# Onboarding exercise: reading a monopole off a spectrum

A spinless particle of known charge $q=+e$ and unknown mass $m$ moves on a sphere of unknown radius $R$ around an unknown radial magnetic flux $g$. From the data below, find $g$ with its sign, $R$ and $m$.

## Data

The values were made for the exercise and rounded as data are. Uncertainties are independent standard deviations.

| quantity | value |
|---|---|
| absorption lines at 300 K, no electric field | $\Delta_1=31.8$, $\Delta_2=52.9$, $\Delta_3=74.1$ meV, each $\pm0.1$ meV |
| same spectrum at 4 K | only $\Delta_1$ survives |
| new line at 4 K in $\mathbf F=F\hat{\mathbf z}$, $F=0.200$ mV/nm (taken as exact) | $\delta=0.812\pm0.008$ meV |
| polarisation absorbed at $\delta$ | electric vector turning from $+x$ to $+y$ |

For scale, $k_BT$ is 25.85 meV at 300 K and 0.345 meV at 4 K.

## Model

We use SI conventions with $\mathbf B=g\,\hat{\mathbf r}/4\pi r^2$, so $g$ is the total outward flux, and $\boldsymbol\pi=\mathbf p-q\mathbf A$. The Lorentz torque is a total derivative,

$$\frac{d}{dt}(\mathbf r\times\boldsymbol\pi)=\frac{qg}{4\pi}\,\frac{\mathbf r\times(\mathbf v\times\mathbf r)}{r^3}=\frac{qg}{4\pi}\frac{d\hat{\mathbf r}}{dt},$$

so the conserved vector, which also generates rotations, is

$$\mathbf J=\mathbf r\times\boldsymbol\pi-\hbar s\,\hat{\mathbf r},\qquad s=\frac{qg}{4\pi\hbar}.$$

Since $\hat{\mathbf r}\cdot\mathbf J=-\hbar s$ is a projection of an angular momentum, $2s$ is an integer (Dirac's condition) and $j=|s|,|s|+1,\dots$ Since $\mathbf r\times\boldsymbol\pi$ is perpendicular to $\hat{\mathbf r}$, its square is $\mathbf J^2-\hbar^2s^2$, and

$$E_j=\varepsilon\,[\,j(j+1)-s^2\,],\qquad \varepsilon=\frac{\hbar^2}{2mR^2},$$

with degeneracy $2j+1$. The lowest level has $E=\varepsilon|s|=\hbar\omega_c/2$, where $\omega_c=|qB(R)|/m=\hbar|s|/mR^2$.

The dipole $qR\hat{\mathbf r}$ is a vector operator, so $\Delta j=0,\pm1$. A ladder starting from a level $j_0$ gives the lines $\Delta_n=2\varepsilon(j_0+n)$. Within one level the projection theorem gives, for $J_z=\hbar M$,

$$\langle\cos\theta\rangle=-\frac{sM}{j(j+1)},$$

and the perturbation $-\lambda\cos\theta$, $\lambda=qFR$, shifts the sublevels by $+\lambda sM/j(j+1)$ in first order.

## Step 1: $|s|$ from the ladder

Fit $\Delta_n=a+b(n-2)$. Centring on $n=2$ makes $a$ and $b$ uncorrelated:

$$a=\tfrac13\sum_n\Delta_n=52.93\pm0.058\ \text{meV},\qquad b=\tfrac12(\Delta_3-\Delta_1)=21.15\pm0.071\ \text{meV}.$$

With $b=2\varepsilon$ and $a=b(j_0+2)$,

$$j_0=\frac ab-2=0.503\pm0.009 .$$

The allowed values are $0,\tfrac12,1,\dots$; the neighbours 0 and 1 lie more than 50 standard deviations away. Hence $j_0=\tfrac12$, and because $j_0-|s|$ is a non-negative integer, $|s|=\tfrac12$. This is the minimal monopole, $|g|=h/e=4136$ T nm$^2$. A spinless charge has a twofold ground level and half-integer $j$ throughout.

## Step 2: $mR^2$

With $|s|$ fixed the lines are $3\varepsilon,5\varepsilon,7\varepsilon$, and least squares gives

$$\varepsilon=\frac{3\Delta_1+5\Delta_2+7\Delta_3}{83}=10.586\pm0.011\ \text{meV}.$$

The uncertainty is $0.1/\sqrt{83}$ meV, against 0.035 meV for $b/2$ from the free fit: quantisation removes a parameter. The residuals leave $\chi^2=0.27$ for two degrees of freedom. With $\hbar^2/2m_e=38.10$ meV nm$^2$,

$$mR^2=(3.599\pm0.004)\ m_e\,\text{nm}^2 .$$

The zero-field spectrum cannot separate $m$ from $R$.

## Step 3: sign of $s$

A field turning from $+x$ to $+y$ couples through $x\cos\omega t+y\sin\omega t=\tfrac12(x+iy)e^{-i\omega t}+\text{c.c.}$ The absorbing term carries $x+iy$ and raises $M$ by one, so $M=+\tfrac12$ is the upper sublevel. That requires $\lambda s>0$, and with $q>0$, $s=+\tfrac12$: the flux points outward.

The wavefunctions confirm the sign. In the gauge $A_\phi=g(1-\cos\theta)/4\pi r\sin\theta$, regular at the north pole, $J_z=-i\hbar\partial_\phi-\hbar s$, and the two ground-level monopole harmonics for $s=+\tfrac12$ are

$$\psi_{-1/2}=\frac{\cos(\theta/2)}{\sqrt{2\pi}},\qquad \psi_{+1/2}=\frac{\sin(\theta/2)\,e^{i\phi}}{\sqrt{2\pi}},$$

with $\langle\cos\theta\rangle=+\tfrac13$ and $-\tfrac13$. The $M=+\tfrac12$ state leans south, against the force on a positive charge.

## Step 4: $R$ and $m$

In first order $\delta=2\lambda/3$, so $\lambda=1.218$ meV and

$$R=\frac{3\delta}{2eF}=6.09\pm0.06\ \text{nm}.$$

Higher orders need a check. The operator $\cos\theta$ links $j=\tfrac12$ only to itself and to $j=\tfrac32$, with squared off-diagonal element $\langle\cos^2\theta\rangle-\langle\cos\theta\rangle^2=\tfrac13-\tfrac19=\tfrac29$. The second-order shift $-\tfrac29\lambda^2/3\varepsilon=-0.010$ meV is the same for both sublevels and cancels in $\delta$. In third order, the diagonal perturbation for $M=+\tfrac12$ is $\lambda/3$ at $j=\tfrac12$ and $\lambda/15$ at $j=\tfrac32$, which gives $\tfrac29\lambda^2(\lambda/15-\lambda/3)/(3\varepsilon)^2=-8\lambda^3/1215\varepsilon^2$, with the opposite sign for $M=-\tfrac12$. Thus

$$\delta=\frac{2\lambda}{3}\left[1-\frac{8}{405}\frac{\lambda^2}{\varepsilon^2}+\dots\right].$$

The correction is $2.6\times10^{-4}$, or 0.002 nm in $R$, well below the uncertainty. Then

$$m=\frac{3.599}{6.09^2}\,m_e=(0.0970\pm0.0019)\,m_e,\qquad B(R)=\frac{\hbar s}{eR^2}=8.87\pm0.17\ \text{T}.$$

These numbers are the model's and describe no real material.

## How errors carry through

- $s$ is discrete and carries no uncertainty once the fit selects it, and neither does $g$.
- $\varepsilon$ and $mR^2$ are known to 0.10 %.
- $R\propto\delta/F$ inherits the 0.99 % of $\delta$. Both $m$ and $B(R)$ go as $R^{-2}$ and double it to 2.0 %. A miscalibrated $F$ would enter with the same weights.
- The errors of $m$ and $R$ are almost fully anticorrelated, so quote $mR^2$ along with them.

## Uniqueness

- In general the ladder fixes only $j_0$, and one must know that $\Delta_1$ starts at the ground level. The 4 K spectrum shows this. Here it is redundant, since no half-integer level lies below $\tfrac12$.
- Energies are even in $s$; only the polarisation gives the sign. Because $qs=q^2g/4\pi\hbar$, it fixes the sign of $g$ whatever the sign of the charge.
- The Stark line determines $|q|R$. Without a known charge, $R$, $m$ and $|g|$ stay open.
- The constant $-\varepsilon s^2$ drops out of every line. The ground energy $\hbar\omega_c/2=\varepsilon/2=5.29$ meV is inferred, not observed. The first gap is $\hbar\omega_c(1+1/|s|)=3\hbar\omega_c$, so reading $\Delta_1$ as a cyclotron energy would be wrong by a factor of three.
- A spin $\tfrac12$ rigidly locked along the radius also has $\hat{\mathbf r}\cdot\mathbf J=\pm\hbar/2$ and gives the same ladder with no magnetic flux. The data fix $\hat{\mathbf r}\cdot\mathbf J=-\hbar/2$; reading it as a flux $h/e$ rests on the premise that the particle is spinless.